## Electron energy loss in hexagonal diamond

A fast electron that passes through a solid gives up energy by pushing the valence electrons to and fro. Light does the same, but the two probes favour different energies. Light is absorbed strongly where the electrons respond strongly. A passing charge is screened by that very response, so it loses most energy where the screening fails and the electrons can swing together. This collective swing of the valence electrons is called a plasmon.

The table follows the loss in hexagonal diamond, a form of carbon in which every atom has four neighbours, as in ordinary diamond. The field lies in the basal plane. The loss function, written $L$ below, measures how readily the solid takes up the loss energy $E$. How does the curve go on in the last three rows?

Energy loss in hexagonal diamond for a field along x, computed with Yambo 5.3.0 by linear response in the optical limit, with the Hartree kernel and PBE states from Quantum ESPRESSO. The calculation uses PseudoDojo 0.4.1 standard potentials, a plane-wave cutoff of 1115.67 eV, an 18×18×10 k-mesh, 33 bands and a damping of 0.1 eV.

```
row  loss function  loss energy (eV)
  1          0.001             0.000
  2          0.001             1.003
  3          0.001             2.007
  4          0.001             3.010
  5          0.002             4.114
  6          0.003             5.117
  7          0.012             6.120
  8          0.015             7.124
  9          0.016             8.127
 10          0.026             9.130
 11          0.048            10.130
 12          0.067            11.140
 13          0.098            12.240
 14          0.111            13.240
 15          0.139            14.250
 16          0.176            15.250
 17          0.176            16.250
 18          0.226            17.260
 19          0.321            18.260
 20          0.284            19.360
 21          0.438            20.370
 22          0.486            21.370
 23          0.629            22.370
 24          0.794            23.380
 25          0.986            24.380
 26          1.173            25.380
 27          1.707            26.490
 28              ?                 ?
 29              ?                 ?
 30              ?                 ?
```

### Strong absorption, weak loss

The loss function follows from the dielectric function $\varepsilon$, whose imaginary part describes absorption:

$$L=\frac{\mathrm{Im}\,\varepsilon}{|\varepsilon|^2}.$$

Absorption stands in the numerator, but the square of the whole response stands in the denominator. A large $\varepsilon$ therefore makes the loss small. Since $|\varepsilon|$ is at least as large as its imaginary part, $L$ can never exceed $1/\mathrm{Im}\,\varepsilon$.

In the same calculation the absorption peaks near 10.8 eV with a height of about 17. If both spectra come from the same dielectric function, the loss at that energy is at most about 0.06. The neighbouring rows 11 and 12 have 0.048 and 0.067, which is just this size. The absorption spectrum thus peaks where a passing charge loses little. The calculation takes its band energies straight from PBE, which makes gaps too small, and it leaves out the attraction between an excited electron and the hole it leaves behind. The exact place of the absorption peak is therefore less certain than this contrast.

Towards higher energy the main transitions are left behind, $|\varepsilon|$ shrinks and the loss grows. It reaches 1.707 in row 27. The rise has small breaks: rows 16 and 17 are level, and row 20 lies below row 19.

### Where the collective swing should lie

The energy scale of the swing can be found by treating the valence electrons as free. Displace them all slightly against the ions, and the charge that appears at the surfaces pulls them back. The denser the electrons, the stronger the pull. The energy of this oscillation, $E_\mathrm{p}$, grows as the square root of the electron density $n$:

$$E_\mathrm{p}=\sqrt{4\pi n\,e^2\hbar^2/m}.$$

Each carbon atom brings four valence electrons and occupies 5.67 Å³, so $n=4/5.67=0.705$ per Å³. With $e^2=14.40$ eV Å and $\hbar^2/m=7.62$ eV Å², the energy is

$$E_\mathrm{p}=\sqrt{4\pi\times0.705\times14.40\times7.62}\approx31\ \text{eV}.$$

This lies above row 27, so a loss that still rises there is what theory leads us to expect. The same estimate serves for a neighbouring solid: with as many valence electrons per atom but twice the volume, the scale drops by a factor of $\sqrt2$.

The electrons in diamond are bound, however, and binding adds a restoring force of its own. If all of them are replaced by one bound oscillator that reproduces the static dielectric constant, 5.59, the collective energy moves up to about 34 eV. But such an oscillator, whatever its damping, allows a loss of at most 1.0 in row 27, well short of the computed 1.707. One bound oscillator is thus too simple a picture of this crystal, and the forecast starts from the free-electron energy instead.

### A forecast from the rising side

Free electrons whose motion is damped have a loss function with a single peak, which lies close to $E_\mathrm{p}$ unless the damping is strong:

$$L=A\,\frac{E_\mathrm{p}^2\,\Gamma E}{(E^2-E_\mathrm{p}^2)^2+\Gamma^2E^2}.$$

Here $\Gamma$ is the width of the peak, and $A$ is the share of the valence electrons' strength that it carries. Both were found by least squares from rows 21 to 27, with $E_\mathrm{p}$ held at its calculated value. Lower rows were left out because separate transitions between bands rule the response there; at row 11 the formula gives about twice the computed loss.

The fit gives $A=1.01$ and $\Gamma=6.9$ eV, and it stays within 0.08 of each of the seven rows. The share close to one looks persuasive, for it is what a single peak containing all valence electrons should have. The width is some seventy times the damping of 0.1 eV set in the calculation, so that setting did not create it. Theory attributes such a width to the decay of the collective swing into transitions between bands.

Row 28, which took no part in the fit, shows how a forecast is made. At the expected energy of 27.5 eV, $E_\mathrm{p}^2-E^2=973-756=217$ eV² and $\Gamma E=6.93\times27.5=191$ eV². Hence

$$L=1.01\times\frac{973\times191}{217^2+191^2}\approx2.2.$$

The other two rows, expected near 28.5 and 29.5 eV, follow in the same way. The forecast is that the loss keeps rising through all three rows:

- Row 28: 2.2, range 1.7–2.7
- Row 29: 3.0, range 2.0–4.0
- Row 30: 3.8, range 2.3–5.3

The ranges are a judgement and widen by 0.5 on either side with each step away from the known rows. They allow for two dangers. Binding, and transitions spread over many energies, could make the formula too high, and a local peak or dip could break the smooth rise. A plain exponential continuation of the growth between rows 21 and 27 gives 2.1, 2.7 and 3.3, which lies inside the same ranges.

### The computed values

The withheld rows as computed:

```
row  loss function  loss energy (eV)
 28          1.456            27.490
 29          1.417            28.490
 30          1.859            29.500
```

All three forecasts are too high, and all three computed values fall below their ranges. The forecast for row 28 exceeds the result by about half, and those for rows 29 and 30 are about twice the results. The direction was wrong as well. The loss falls after row 27, falls slightly again, and rises only in the last step, to 1.859.

The exponential continuation fails too. Its agreement with the formula had lent the forecast no real support, because both carried the same rise onward. Two curves drawn through the same rows can agree closely beyond them and still share one mistake.

### Why a good fit gave a bad forecast

One weakness lies in how little the rising side of a peak can reveal. Far below the peak, damping is what allows the electrons to take up energy at all, so a larger $\Gamma$ raises the loss. At the top the effect is reversed: damping limits the swing, and a larger $\Gamma$ lowers the loss. In the formula the height at $E_\mathrm{p}$ is $AE_\mathrm{p}/\Gamma$, which is $1.01\times31.2/6.9\approx4.6$ with the fitted values.

The change from one behaviour to the other comes where $\Gamma E$ equals $E_\mathrm{p}^2-E^2$. For the fitted width this happens near 28 eV, above every row used in the fit. The fit therefore learned how damping feeds the lower side, and the forecast then used the same number to say how damping limits the top. That step is safe only if one width and one peak describe the whole response. The three new rows show that they do not. Row 28 lies so close to the turning point that a small error in the width would barely change its forecast. Its miss therefore points to the assumed position, strength or shape of the peak.

The strength found in the fit was misleading for the same reason. A share of 1.01 meant that the assumed curve, taken over all energies, would hold the full strength of the valence electrons. It did not mean that the computed loss had this shape beyond row 27. Seven rows on one side of a peak had been made to speak for the whole of it.

### Where the strength went

The number of valence electrons fixes the total strength of the loss. More precisely, the area under $E\,L$, taken over all energies, is set by their density; this is a sum rule. If the loss is lower than supposed in one region, it must be higher in another. The sum rule thus turns a failed forecast into a clue.

The fitted curve already holds practically the whole valence strength, and the computed loss lies well below it in rows 28 to 30. The lower rows offer no compensation: between the gap and row 20 the computed values are below the curve too, except in row 19, and in rows 21 to 27 the two nearly agree. Theory then places the balance above row 30, provided that the finite number of bands and the potentials used in the calculation preserve the total, and that no narrow peaks hide between the rows, whose spacing is about ten times the damping. The sum rule doesn't say how far above. Transitions that lie below the collective energy push it up, and those above it pull it down. Here the main absorption lies far below, so the upward push should win, but the rows end too early to show it.

This also puts the failure of the single bound oscillator in a better light. Its loss in row 27 was too small, which showed that the strength of the crystal isn't gathered at one transition energy. It didn't show that binding leaves the collective energy at the free-electron value. The forecast kept the peak at the free-electron energy and left the effect of binding to the error ranges alone, which proved too narrow.

### The drop after row 27

The formula has one smooth peak and has no place for the fall from 1.707 to 1.456 between rows 27 and 28. That is a drop of about 15 per cent. The earlier dip from row 19 to row 20, about 12 per cent, was of similar relative size, but it looked harmless because the loss itself was small there. On a steeply rising curve, irregularities are better judged as fractions than as absolute amounts.

What causes the drop remains open. It may come from particular groups of transitions in the band structure. It may also come from the finite set of electron wave vectors, which can leave ripples when the damping is only 0.1 eV. A calculation with a denser set would help to tell them apart: a ripple of the mesh should shift or fade, whereas a feature of the bands should stay. A simpler check comes first. The calculation covers the range up to 30 eV in 300 steps, and the table shows only about every tenth. The full spectrum would tell whether row 27 happens to sit on a narrow spike.

Row 30 has the highest loss in the table, but it is also the last row, so the main plasmon peak has not been located. To find it, the spectrum has to be followed upward, with enough empty bands to cover the higher transitions, until the loss has clearly turned down and stays down. Only then do the rows contain both sides of the peak, and only then can its width and height be read from the calculation instead of being inferred from the slope that leads up to it.
